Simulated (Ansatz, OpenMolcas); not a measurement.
# Errors in the dipole moment

6 molecules holding an element from Na to Cl; the dipole moment in D, computed less measured. Shapes, held fixed at every level: PBE0-D4/def2-TZVP. No vibrational averaging. Dipoles are compared by magnitude; molecules under 1 D, whose direction can flip, are left out. Programs: Ansatz 0.2.0, OpenMolcas 26.06. Measured values: NIST CCCBDB.

Levels: A = HF/3-21G; B = PBE-D4/def2-TZVPP; C = r2SCAN-D4/def2-TZVPP; D = B3LYP/6-31G* (Cartesian functions); E = B3LYP-D4/def2-TZVPP.

```json
{"molecule": "HBS (hydrogen boron sulfide)", "measured": "1.30", "A": "+1.11", "B": "-0.10", "C": "+0.08", "D": "+0.24", "E": "+0.07"}
{"molecule": "SF2 (sulfur difluoride)", "measured": "1.05", "A": "+0.87", "B": "-0.15", "C": "-0.12", "D": "+0.09", "E": "+0.07"}
{"molecule": "PF3 (phosphorus trifluoride)", "measured": "1.03", "A": "+1.14", "B": "-0.19", "C": "-0.18", "D": "-0.05", "E": "+0.02"}
{"molecule": "CHCl2F (dichlorofluoromethane)", "measured": "1.29", "A": "+0.57", "B": "-0.13", "C": "-0.06", "D": "+0.05", "E": "-0.04"}
{"molecule": "SCl2O2 (SMILES O=S(=O)(Cl)Cl)", "measured": "1.81", "A": "-0.15", "B": "-0.18", "C": "-0.13", "D": "-0.33", "E": "+0.05"}
{"molecule": "C2H4Cl2 (SMILES CC(Cl)Cl)", "measured": "2.06", "A": "+0.67", "B": "-0.10", "C": "+0.03", "D": "+0.12", "E": "-0.04"}
```

Question: Sum up the errors.

Answer: 
```tsv
level	kind	mean error	mean absolute error	worst case
HF/3-21G	Hartree–Fock	+0.702	0.752	PF3
PBE-D4/def2-TZVPP	GGA	-0.142	0.142	PF3
r2SCAN-D4/def2-TZVPP	meta-GGA	-0.063	0.100	PF3
B3LYP/6-31G* (Cartesian functions)	global hybrid	+0.020	0.147	SCl2O2
B3LYP-D4/def2-TZVPP	global hybrid	+0.022	0.048	HBS
```

On this set B3LYP-D4/def2-TZVPP has the smallest mean absolute error and HF/3-21G the largest. HF/3-21G is too high in 5 of 6; PBE-D4/def2-TZVPP is too low in 6 of 6; r2SCAN-D4/def2-TZVPP is too low in 4 of 6; B3LYP/6-31G* (Cartesian functions) is too high in 4 of 6; B3LYP-D4/def2-TZVPP is too high in 4 of 6. The levels differ in basis as well as in method. The set is small.

With the shapes fixed, the differences between levels reflect the electron density rather than the geometry, though the errors against measurement can still share a contribution from the PBE0-D4 shapes and the missing vibrational averaging. PBE, r2SCAN and B3LYP can be compared in the same triple-zeta basis, where B3LYP gives a larger dipole than PBE for every molecule. This fits the tendency of semilocal functionals to spread charge too evenly across polar bonds, which a share of exact exchange counteracts. r2SCAN also lies above PBE throughout, but recovers little of the deficit in PF3.

The large HF/3-21G excess probably combines the overly ionic bonds of uncorrelated Hartree–Fock with a basis too inflexible to polarise the density around phosphorus and sulfur. SCl2O2 breaks the pattern at -0.15 D; its dipole is a resultant of opposing S–O and S–Cl contributions, so errors in the individual bonds can cancel or even reverse.

The near-zero mean error of B3LYP/6-31G* is likewise a cancellation, chiefly between HBS (+0.24 D) and SCl2O2 (-0.33 D). Both errors shrink markedly in the larger basis, which points to the basis rather than the functional as their main source.
